Each Sn atom in a single sheet of SnSe₂ has six Sn neighbours at the lattice spacing a. If an electron passes only between such neighbours, its energy follows the sum of the six wave phases. That sum is 6 at Γ, where all sites are in phase, −2 at M and −3 at K. Whatever the sign and strength of the coupling, the energy at M must then lie between those at Γ and K.

Kohn–Sham levels of a single SnSe₂ sheet along Γ–M–K–Γ, from Ansatz 0.2.0 with PBE, PAW and plane waves to 420 eV, scalar-relativistic and without spin polarization. The k mesh is 12×12×1, with Gaussian smearing of 0.02 eV. Filled levels b1, b2, b3 are numbered downwards from the gap, empty levels a1, a2 upwards.

```
row  band distance (1/Å)  level b3 from the Fermi level (eV)  level b2 from the Fermi level (eV)  level b1 from the Fermi level (eV)  level a1 from the Fermi level (eV)  level a2 from the Fermi level (eV)
  1                0.000                              -0.851                              -0.472                              -0.472                               1.114                               2.664
  2                0.134                              -1.027                              -0.734                              -0.415                               1.414                               3.003
  3                0.268                              -1.368                              -1.243                              -0.389                               1.760                               3.377
  4                0.402                              -1.734                              -1.204                              -0.438                               1.616                               3.561
  5                0.536                              -2.064                              -1.108                              -0.527                               1.187                               3.733
  6                0.670                              -2.319                              -1.045                              -0.617                               0.769                               3.763
  7                0.804                              -2.480                              -1.037                              -0.681                               0.491                               3.722
  8                0.938                              -2.535                              -1.049                              -0.704                               0.398                               3.697
  9                1.015                              -2.605                              -1.041                              -0.774                               0.498                               3.816
 10                1.092                              -2.653                              -1.026                              -0.945                               0.743                               4.130
 11                1.170                              -2.756                              -1.130                              -1.016                               1.020                               4.521
 12                1.247                              -2.931                              -1.253                              -1.019                               1.240                               4.806
 13                1.324                              -3.161                              -1.289                              -1.042                               1.364                               4.759
 14                1.402                              -3.396                              -1.253                              -1.092                               1.408                               4.791
 15                1.479                              -3.522                              -1.173                              -1.173                               1.413                               4.877
 16                1.634                              -3.156                              -1.390                              -0.968                               1.438                               4.605
 17                1.788                              -2.597                              -1.534                              -0.820                               1.533                               4.384
 18                1.943                              -2.034                              -1.419                              -0.800                               1.661                               4.314
 19                2.098                              -1.574                              -1.066                              -0.860                               1.796                               4.156
 20                2.252                              -1.372                              -0.826                              -0.695                               1.837                               3.746
 21                2.407                              -1.208                              -0.656                              -0.482                               1.486                               3.101
 22                2.562                              -0.851                              -0.472                              -0.472                               1.114                               2.664
```

The lowest empty level, a1, breaks this rule. Its floor is at M (row 8), 0.72 eV below Γ (row 1) and 1.02 eV below K (row 15). The highest filled level, b1, peaks at row 3, between Γ and M, so the gap is indirect. The zero of energy lies in mid-gap by convention, and only differences between levels carry meaning.

The rule fails because it stops at the first neighbours. A wave at M changes sign from one row of atoms to the next, but two steps along any row of the net always restore the sign. Sn atoms 2a apart are therefore in phase at M just as they are at Γ, whereas at K their phases largely oppose. A coupling over 2a that favours equal phases lowers Γ and M together and raises K.

The bonding supplies such a coupling. Band a1 is known to be mainly Sn 5s mixed with Se 4p in an antibonding way. The angle Sn–Se–Sn is close to 90°, so two Sn neighbours at distance a that share a Se atom point at different p orbitals of it, and the path through a single p orbital nearly vanishes. Over 2a the path runs Sn s – Se p – Se p – Sn s, through two Se atoms of the same layer. If both p orbitals are given the same sign relative to their own Sn atom, lobes of equal sign face each other between the two Se atoms. Their overlap is bonding, and the resulting Sn–Sn coupling is negative: equal phases lower the energy.

This can be put into numbers because a1 stands alone, with 0.83 eV of empty space on the path between its top and the bottom of a2. Write its energy as

E(k) = E₀ + t₁S₁(k) + t₂S₂(k) + t₃S₃(k)

Here E₀ is the mean energy of the band, and t₁, t₂ and t₃ are the effective couplings between Sn sites at distances a, √3a and 2a. S₁, S₂ and S₃ are the phase sums over the six neighbours of each kind. At Γ, M and K in turn, S₁ is 6, −2, −3; S₂ is 6, −2, 6; and S₃ is 6, 6, −3.

The couplings follow from a Fourier average of a1 over the regular k mesh of the same calculation, which equals a least-squares fit of the three shells to that mesh. They are t₁ = 0.087, t₂ = 0.049 and t₃ = −0.109 eV. The coupling over the longest of the three distances is the strongest, and it has the sign that the path through two Se atoms requires. This agreement supports the path but does not prove it, because the strength of the path was not computed separately. For M against K the phase sums give

E(M) − E(K) = t₁ − 8t₂ + 9t₃ = 0.087 − 0.394 − 0.984 = −1.291 eV

The band calculation itself gives −1.015 eV. The order is right, and the 2a term supplies most of the depth. It is not needed for the floor as such: the two shorter couplings alone would already leave M 0.31 eV below K. What the 2a term adds is a deep valley, and it also brings Γ below K, since E(Γ) − E(K) = 9(t₁ + t₃).

That term has no say between M and Γ, where S₃ is the same. Here the two shorter couplings decide: both are positive, so they raise the in-phase state at Γ above M. Two sources of the positive t₁ are to be expected. The path through two Se atoms of one layer also links Sn atoms at distance a, and there the two p orbitals are parallel, so lobes of opposite sign face each other and the coupling is positive. The deeper Se 4s level pushes the Sn s state up most strongly at Γ, where all its bonds act together. Their shares were not computed, and no path is assigned here to t₂.

The three shells also place the top of a1 between K and Γ, at row 20, as in the table, though only 0.02 eV above their value at row 4. Over all path rows, which include mesh points such as Γ, M and K, their typical error is 0.16 eV, against a band width of 1.44 eV. The comparison thus shows how far three shells suffice and is no independent prediction. The full comparison stands in the output after this text.

The largest error is at Γ, where the three-shell energy is 0.34 eV too high. The computed band has a deep local dip there, and so narrow a feature needs couplings that reach farther. The sum is also 0.24 eV too high at K, which points to a missing shell that is in phase at both Γ and K, as Sn atoms 3a apart are. Symmetry suggests a reason. At Γ the threefold axis forbids Sn s to mix with the in-plane Se p orbitals; away from Γ this mixing sets in and would push a1 up. The mixing with the upright Se p orbitals weakens at the same time, which works against the rise. How much of the dip this exchange explains is not settled by the energies alone.

The valley at M is not round. One step from M gives an effective mass of about 0.74 electron masses towards Γ but only 0.23 towards K. M has no threefold axis, so symmetry allows such a difference. The three-shell sum largely misses it: towards Γ it rises by 0.18 eV in the first step, twice the computed rise.

The filled levels follow the same symmetry. At Γ the threefold axis makes the two in-plane Se p directions equivalent, so b1 and b2 coincide. They coincide at K too, but there the equal partners are states that the twofold axes of the sheet turn into each other by exchanging the two Se layers. At M, which has no threefold axis, they are 0.35 eV apart. On leaving Γ towards M, the p orbital that points along the wave loses its head-on antibonding overlap, and b2 falls by 0.26 eV in the first step. For the orbital that points across the wave, head-on and sideways overlaps nearly cancel, and b1 rises by only 0.06 eV. Repulsion from the p levels just below may supply that small rise, though this is a guess.

This slight rise puts the valence top off Γ, by a margin of only 0.08 eV. Spin-orbit coupling, which the calculation leaves out, would split the pair at Γ and could change the order. The position of the valence top is therefore much less certain than that of the M valley. The size of the gap, 0.79 eV, is also too small, as is usual for this kind of functional. The run warns besides that its exchange-correlation potential is rough where the density is thin; the effect on the levels was not measured.

The abrupt bend of b2 at row 3 has a simpler origin. Levels are numbered by energy, not by orbital, so a numbered level can change its character along the path. Up to row 3, b2 follows a p level that falls steeply; beyond it, b2 follows one that rises gently. The partner in this exchange is hardly b3, although b3 comes within 0.13 eV. It falls by 0.34 eV in the step before row 3 and by 0.37 eV in the step after, with no bend of its own. The gentle level comes up from below b3, outside the table, and the mesh levels of the run fit this. At Γ a single level lies at −1.424 eV. A third of the way to M, b2 stands at −1.259 eV, b3 at −1.491 eV, and the next level, where the steep one is expected, at −1.579 eV. b3 is expected to be odd under the mirror plane that contains Γ–M, so both even levels can pass it without repulsion. Near row 10 the table shows both partners of such an exchange: b1 turns flat just where b2 turns steep.

Printed output of the fit:

```
indirect gap on the path (eV): 0.787
a1 at M less a1 at Gamma (eV): -0.716
a1 at M less a1 at K (eV): -1.015
width of a1 along the path (eV): 1.439
empty space between top of a1 and bottom of a2 (eV): 0.827
electron mass at M towards Gamma from one step (free electron masses): 0.7356
electron mass at M towards K from one step (free electron masses): 0.2259
effective Sn-Sn coupling at distance a (eV): 0.08704
effective Sn-Sn coupling at distance root 3 a (eV): 0.04926
effective Sn-Sn coupling at distance 2a (eV): -0.1094
part of M less Gamma from the first two shells (eV): -1.09
part of M less K from the shell at 2a (eV): -0.9842
rms miss of the three-shell sum over the path rows (eV): 0.1617
change of b1 from row 1 to row 2 (eV): 0.057
change of b2 from row 1 to row 2 (eV): -0.262
Differences along the path in eV:
  row  b1 below valence top  b1 less b2  b2 less b3  vertical gap  three-shell a1  three-shell less computed
    1                 0.083           0       0.379         1.586           1.453                     0.3394
    2                 0.026       0.319       0.293         1.829           1.527                      0.113
    3                     0       0.854       0.125         2.149           1.662                   -0.09754
    4                 0.049       0.766        0.53         2.054           1.674                     0.0578
    5                 0.138       0.581       0.956         1.714           1.431                     0.2442
    6                 0.228       0.428       1.274         1.386          0.9826                     0.2136
    7                 0.292       0.356       1.443         1.172          0.5447                    0.05366
    8                 0.315       0.345       1.486         1.102          0.3631                   -0.03493
    9                 0.385       0.267       1.564         1.272          0.4362                   -0.06183
   10                 0.556       0.081       1.627         1.688          0.6373                    -0.1057
   11                 0.627       0.114       1.626         2.036          0.9173                    -0.1027
   12                  0.63       0.234       1.678         2.259           1.211                    -0.0294
   13                 0.653       0.247       1.872         2.406           1.455                    0.09051
   14                 0.703       0.161       2.143           2.5           1.606                     0.1984
   15                 0.784           0       2.349         2.586           1.654                     0.2413
   16                 0.579       0.422       1.766         2.406           1.537                    0.09857
   17                 0.431       0.714       1.063         2.353           1.424                    -0.1091
   18                 0.411       0.619       0.615         2.461           1.517                    -0.1443
   19                 0.471       0.206       0.508         2.656           1.685                    -0.1105
   20                 0.306       0.131       0.546         2.532           1.698                    -0.1388
   21                 0.093       0.174       0.552         1.968           1.548                    0.06233
   22                 0.083           0       0.379         1.586           1.453                     0.3394
```
